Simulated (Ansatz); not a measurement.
# CdSe: the change of energy above lowest point with volume scale

All results are calculated (Ansatz 0.2.0). Free energy against uniform scaling of the volume at fixed shape and fractions; periodic cell, basis, potentials, k mesh and filling as listed.

The cell before it is scaled or strained (space group F-43m, No. 216):
```
CdSe
1.0
      0.0000     3.0703     3.0703
      3.0703     0.0000     3.0703
      3.0703     3.0703     0.0000
Cd Se
1 1
Direct
  0.00000 0.00000 0.00000
  0.75000 0.75000 0.75000
```

Settings of every row: functional r2SCAN; dispersion none; potentials PAW; wave cutoff 600 eV; density cutoff 2400 eV; k mesh 6x6x6; k shift 0x0x0; occupations fixed; smearing width 0 eV; spin none.

```
row  volume scale  V (Å³/atom)  energy above lowest point (meV/atom)
  1          0.94       27.206                                  16.7
  2          0.96       27.785                                   6.7
  3          0.98       28.364                                   1.3
  4             1       28.943                                     0
  5          1.02       29.522                                   2.4
  6          1.04       30.101                                     8
  7          1.06        30.68                                     ?
```

Question: what energy above lowest point should row 7 give?

Worked fit of energy above lowest point. Take u = (V_r/V)^(2/3) − 1 with V_r = 28.654 Å³ an atom, which is twice the finite (Eulerian) strain; such expansions in the strain, on which the Birch-Murnaghan equation of state is built, carry the rest volume and the bulk modulus. The shown rows have u = 0.03517, 0.02074, 0.0068, -0.00667, -0.0197, -0.03231. Least squares give energy above lowest point = 0.17 + 93.8 × u + 10545 × u² + 4282 × u³ meV/atom; a parabola predicts inner rows, each left out in turn, worse (root mean square 0.054 against 0.024 meV/atom). All shown rows lie on it to the printed digit. Its lowest point lies at u = -0.0045, or V = 28.85 Å³ an atom, and the curvature there gives the bulk modulus at fixed shape and fractions, B = (4/9)(1 + u)² E″(u)/V = 51.3 GPa. The withheld row has u = -0.04452, so the fit gives 0.17 + 93.8 × (-0.04452) + 10545 × (-0.04452)² + 4282 × (-0.04452)³ = 16.5 meV/atom.

The calculation gave 16.6 meV/atom. The fit lies 0.1 meV/atom (0.6 % of the column's range) below it, one unit of the last digit. This row lies beyond the range of the fit.
